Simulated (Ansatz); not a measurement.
## From TaN4H7 to TaNHF3: predicting a member

On one Ta centre that keeps NH, n of the NH2 ligands are replaced by F. The HOMO–LUMO gap y in eV at wB97M-V/def2-TZVPP. Shapes: PBE0-D4/def2-TZVP. Flexible molecules stand in one conformer, not always the lowest. Programs: Ansatz 0.2.0.

| molecule | n | y (eV) |
| --- | --- | --- |
| TaN4H7 | 0 | 10.50 |
| TaN3H5F | 1 | ? |
| TaN2H3F2 | 2 | 11.31 |
| TaNHF3 | 3 | 11.58 |

Q: Fit y = c + s·n to the known rows and predict TaN3H5F.

A: 
1. Means of the 3 rows: n = 1.66667, y = 11.130.
2. Σ(Δn)² = 4.6667, Σ(Δn·Δy) = 1.71, so the slope is 1.71/4.6667 = 0.36643.
3. Intercept: 11.130 − (0.36643) × 1.66667 = 10.519. The largest residual of the fit is 0.058.
4. TaN3H5F: 10.519 + (0.36643) × 1 = 10.89 eV.

The run gave 10.96 eV, so the prediction is off by -0.07 eV, more than the largest residual. The step per swap changes from +0.46 to +0.27 eV along the series, so a line misses the bend. Other levels give for TaN3H5F: B3LYP-D4/def2-TZVPP 6.82; r2SCAN0-D4/def2-TZVPP 7.80 eV. Orbital gaps aren't excitation energies, and the LUMO depends on the basis. At 6 other levels on record the series doesn't rise at every step. For atoms past krypton def2 sets carry core potentials with scalar relativity.

At the wB97M-V level, the gap widens with each replacement of amide by fluoride, but by less each time, so the straight line falls short at TaN3H5F. All four molecules are formally d0 Ta(V), with a HOMO that is probably of nitrogen 2p character and a LUMO largely of Ta 5d character. Fluorine holds its 2p electrons more tightly than nitrogen, so each swap removes a high-lying amide lone pair and makes the metal centre more electron-poor, which should also lower the remaining nitrogen levels. The imido group stays throughout, and its Ta–N π orbitals probably come to limit how far the HOMO can fall, which would account for the shrinking steps. The much smaller gaps from the two global hybrids probably reflect their smaller share of exact exchange at long range. The gaps alone can't show how much of the widening comes from a lower HOMO and how much from a shift of the LUMO, where weaker π donation from fluoride and the greater positive charge on tantalum would both tend to lower the d levels.
